Wiki: Magnetic catalysis, and why the mass in the propagator must not be sent to zero at finite temperature

1. The result

In this section ħ = c = k = 1, eB > 0, chemical potential zero. Each Landau level holds n_B = eB/2π states per unit area. The lowest Landau level (LLL) of a Dirac fermion costs no transverse energy, so infrared integrals lose two dimensions.

2+1, four components. The field is two two-component fields with opposite mass sign. Their LLLs lie at +m and −m, and
 ⟨ψ̄ψ⟩ = −n_B T Σₙ 2m/(ωₙ² + m²) = −(eB/2π) tanh(m/2T), ωₙ = (2n+1)πT. (1)
At T = 0 this is −eB/2π for any m > 0, hence also as m → 0⁺.

3+1. The LLL is a set of 1+1-dimensional Dirac fermions with E = √(k² + m²). For |k| < Λ,
 ⟨ψ̄ψ⟩ = −n_B ∫dk/2π (m/E) tanh(E/2T). (2)
At T = 0 this is −(eB m/2π²) arsinh(Λ/m), which for Λ ~ √(eB) ≫ m is −(eB m/4π²) ln(eB/m²) to logarithmic accuracy. A contact attraction (G/2)(ψ̄ψ)² gives m = −G⟨ψ̄ψ⟩ in mean field, so 1 = (GeB/4π²) ln(eB/m²) and m_dyn² ~ eB exp(−4π²/GeB) for any G > 0.

Ladder QED. The photon propagator, integrated over transverse momentum with the LLL form factor exp(−q⊥²/2eB), behaves as ln(eB/q∥²) at small q∥. The gap equation then contains α∫du/u ln(eB/u) = (α/2) ln²(eB/m²), with u = q∥² running from m² to eB. This must be of order one, so ln(√(eB)/m_dyn) ∝ α^(−1/2). The ladder omits screening by LLL pairs, which gives the photon a mass² of 2αeB/π ≫ m_dyn² and modifies one logarithm, so this law belongs to the ladder approximation.

2. The graphite model

Field along the c axis, B = 35 T, T = 1.5 K, ordinary units. Then n_B = eB/h = 8.46×10¹¹ cm⁻², and the magnetic length √(ħ/eB) = 4.3 nm is 18 in-plane lattice constants (a = 2.461 Å, compiled value, Wikipedia). A typical in-plane mass of 0.06 mₑ gives ħω_c = 68 meV, so only the lowest subbands (n = 0 and −1, two spins) matter. We keep one, with ε = γ₂[1 + cos(k_z c)], typical |γ₂| ≈ 20 meV and c = 6.7076 Å (compiled value, Lebedeva 2016). Its width, 40 meV, far exceeds the gap found below, so bulk graphite follows (2), not (1).

Assume half filling, k_F = π/2c, so ħv = |γ₂|c = 13.4 meV nm. Right and left movers form a spinor with H = ξσ_z + mσ_x, ξ = ħvk, E = √(ξ² + m²). The mass m is an energy, half the gap of a 2k_F density wave, and ψ̄ψ = ψ†σ_xψ is the amplitude of that wave. Equation (2) becomes
 ⟨ψ̄ψ⟩ = −(n_B/πħv) m J(m,T), J = ∫₀^Λ dξ tanh(E/2kT)/E. (3)
Define λ = G n_B/πħv ≡ B/B*, and kT* = (2e^γ/π)Λ = 1.134 Λ with γ Euler's constant. We take T* ≈ 70 K and B* ≈ 105 T, chosen so that the model reproduces the typical onset line of the field-induced state in graphite. They imply Λ = 5.32 meV, an effective cutoff well inside the band, G = πħv h/eB* = 1.66 eV nm³, and λ = 1/3 at 35 T.

3. WRONG attempt (do not reuse)

(W1) The order parameter is the condensate in the massless limit, so evaluate (3) as m → 0.
(W2) At 1.5 K, kT = 0.129 meV and the integrand is regular at ξ = 0. For Λ ≫ kT, J(0,T) = ∫₀^Λ dξ tanh(ξ/2kT)/ξ = ln(T*/T) ≡ L = 3.843.
(W3) Hence ⟨ψ̄ψ⟩ = −(n_B/πħv) m L → 0. In a single sheet likewise, tanh(m/2kT) → 0.
(W4) So m = −G⟨ψ̄ψ⟩ = 0. Wrong conclusion: catalysis exists only at T = 0, and the model has no gap at 35 T and 1.5 K.

4. The symptom

Add a small bare mass m_b. Line W3 gives m = m_b + λLm, so
 m/m_b = 1/(1 − λL) = 1/(1 − 1.281) = −3.56.
The system answers a source with the opposite sign, which no stable state does. The mean-field potential per volume,
 Ω(m) = m²/2G − (n_B/2πħv) ∫ from −Λ to Λ dξ 2kT ln[2cosh(E/2kT)],
has curvature (1 − λL)/G < 0 at m = 0, so W4 sits on a maximum.

A second sign is a discontinuity. At T = 0, J = arsinh(Λ/m) = 1/λ gives m₀ = Λ/sinh(1/λ) = 0.531 meV. At 1.5 K thermal excitations across that gap carry a factor exp(−m₀/kT) = 0.016. They cannot remove it.

5. The faulty line

W1. Two masses were confused. Spontaneous order is defined by removing the source m_b, last, after the volume has gone to infinity. The propagator contains m = m_b − G⟨ψ̄ψ⟩, which need not vanish with m_b. Lines W2 and W3 are correct statements about free fermions: for G = 0 the limits m → 0 and T → 0 of (1) do not commute, and at T > 0 the free condensate does vanish. For G > 0 they are the first term of an expansion in m². At ξ = 0 the Matsubara terms 1/(ωₙ² + m²) can be expanded in this way only for m < πkT, and the solution below has m/kT = 4.0.

Temperature is a finite extent ħ/kT of imaginary time, so this is the finite-volume slip in another direction. At T = 0, in a slab of thickness d with antiperiodic boundary conditions, ξ = (2n+1)πħv/d, and J(0) ≈ ln(kT*d/ħv), the same logarithm with ħv/d in place of kT. It is finite, and steps W3 and W4 go wrong in the same way.

6. The mended calculation

Stationarity of Ω with the source gives m_b = m[1 − λJ(m,T)]. At m_b → 0⁺ either m = 0 or
 J(m,T) = 1/λ. (4)
J decreases with m, so (4) has a root exactly when L > 1/λ, that is below
 T_c = T* exp(−B*/B) = 3.49 K at 35 T.
This is the dimensional-reduction law of section 1, with a cutoff set by the band in place of √(eB). The logarithm of W2 locates T_c and says nothing about the size of m below it.

With ξ = m sinh θ, J = ∫ tanh(m cosh θ/2kT) dθ from 0 to arsinh(Λ/m). Equivalently, since Λ ≫ kT, J = arsinh(Λ/m) − 2[K₀(y) − K₀(2y) + K₀(3y) − …] with y = m/kT. The root at 1.5 K is m = 0.520 meV, 2 % below m₀. The response there is dm/dm_b = −1/(λ m ∂J/∂m) = +3.3, positive as it must be. The condensate is |⟨ψ̄ψ⟩| = m/G = 3.1×10¹⁷ cm⁻³, 5 % of the subband's carrier density n_B/2c = 6.3×10¹⁸ cm⁻³. In the slab the analogous condition is d > ħv/kT_c, roughly 45 nm. For a sheet, (1) with a two-dimensional coupling G₂ gives m = G₂n_B tanh(m/2kT), with m₀ = G₂n_B and mean-field kT_c = m₀/2.

7. Size of the error

All at T = 1.5 K, model values:

 B (T) | T_c (K) | λL | wrong m/m_b | m wrong (meV) | m mended (meV)
 30 | 2.11 | 1.098 | −10.2 | 0 | 0.26
 35 | 3.49 | 1.281 | −3.56 | 0 | 0.52
 40 | 5.07 | 1.464 | −2.16 | 0 | 0.77

The slip loses the whole gap, 2m = 1.04 meV at 35 T. It gives the right answer only where T > T_c, which at 1.5 K means B < B*/L = 27.3 T. A half-repair also fails: inserting the true m into the linear formula W3 overstates the condensate by the factor λL, 28 % at 35 T.

These numbers are the model's, not graphite's. T* and B* were chosen to follow the typical onset line, so T_c tests nothing, and m follows from it by weak-coupling mean field. The neglected Zeeman splitting, 2μ_B B = 4.1 meV for g ≈ 2, is 8 times m. It drops out of same-spin pairing within one subband, but it shifts the fillings away from one half and bears on which subbands pair, so the model cannot identify the ordered state. The model's T_c also rises without a break, whereas the phase in graphite typically ends near 53 T, so towards that field the model overestimates the gap and finally predicts one where this phase has gone.